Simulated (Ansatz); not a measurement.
Phonon-limited resistivity of Pt — Ansatz, plane waves and PAW

Space group Fm-3m (No. 225), 1 atom in the cell of the first input below: a = 2.770 Å, b = 2.770 Å, c = 2.770 Å, α = 60.00°, β = 60.00°, γ = 60.00°.

The cell was built from a prototype of a structure type listed for this element, relaxed without spin–orbit coupling to zero pressure (pressure 0.0 GPa with this functional, without spin–orbit coupling). Functional: PBEsol.

Input:

```yaml
crystal:
  lattice:
    - [0.0, 1.9586106373, 1.9586106373]
    - [1.9586106373, 0.0, 1.9586106373]
    - [1.9586106373, 1.9586106373, 0.0]
  atoms:
    - { symbol: Pt, position: [0.0, 0.0, 0.0] }
basis:
  ecutwfc: 420
  ecutrho_ratio: 4
kpoints:
  mp_grid: { grid: [15, 15, 15] }
hamiltonian:
  xc: pbesol
scf:
  occupations: { method: methfessel_paxton, width: 0.2 }
output: {}
phonons:
  supercell: [3, 3, 3]
  qpath:
    path:
      - [[0.0, 0.0, 0.0], [0.5, 0.0, 0.5], [0.625, 0.25, 0.625]]
      - [[0.375, 0.375, 0.75], [0.0, 0.0, 0.0], [0.5, 0.5, 0.5], [0.5, 0.25, 0.75], [0.5, 0.0, 0.5]]
    npoints: 6
  electrical_resistivity: { mesh: [30, 30, 30], temperatures: [50, 100, 200, 300, 500] }
  superconductivity: { mesh: [30, 30, 30], eliashberg_equations: false }
```

```bash
ansatz run input.yaml --threads 8 --pin off --max-ram 15360MiB --backend cpu --events-out ev --progress --plain --runs-dir out
```

Time: 2.6 min on 8 threads of Arm Neoverse V1 (shared host), peak memory 6.1 GiB.

λ_tr,xx from the finest mesh down: 0.566, 0.609. The next coarser mesh moves the resistivity at 300 K by 2 % along the axis that moves most.

The run gives λ_tr,xx = 0.566 and a Drude plasma energy ħω_p,xx = 8.99 eV.

Q: Estimate the resistivity along x at 300 K from the high-temperature formula.

A: ħ/τ = 2π λ_tr k_B T = 0.0919 eV and ρ = 1/(ε0 ω_p² τ) = 8.45 μΩ cm. The Boltzmann solution gives 7.69 μΩ cm, so the estimate is 10 % high; λ_tr itself still moves by 8 % between the two finest meshes.

```csv
T (K),ρ_xx (μΩ cm),ρ_zz (μΩ cm),"formula, xx","R_H, field along z (10⁻¹¹ m³/C)"
50,0.61,0.61,1.41,-1.63*
100,2.16,2.16,2.82,–
200,5.03,5.03,5.64,–
300,7.69,7.69,8.45,–
500,12.66,12.66,14.09,–
```

A star marks Hall coefficients that aren't converged: the next coarser mesh moves them by over a fifth (field along z at 50 K: -1.63 against -2.07). A dash marks a Hall coefficient that the run withholds.

At 50 K the solution is 0.44 times the linear formula, and at 500 K 0.90 times. The formula is meant for temperatures above the phonon energies and for bands that vary little within k_B T.

Caveats: no spin-orbit coupling, which matters for these elements; small supercell, couplings not converged in it.

The resistivity falls far below the linear estimate on cooling because the phonons that scatter electrons through large angles freeze out, while the remaining long-wavelength ones barely degrade the current. Between 50 and 300 K the solution closes in on the formula, but the 500 K row breaks this trend: the relative gap widens slightly again. Freeze-out cannot cause that. The likely reason is platinum's Fermi level near the top of the d band, where the density of states and velocities change within the thermal window. Scattering that differs between sp-like and d-like parts of the Fermi surface probably also keeps the full solution below the single-rate estimate.

At 300 K, 7.69 μΩ cm is clearly below the measured resistivity of pure platinum. The mesh change is too small to explain this, so the likelier sources are the short-ranged supercell couplings and the scalar-relativistic d bands at the Fermi level. The results therefore support the phonon-driven temperature dependence better than the absolute resistivity.
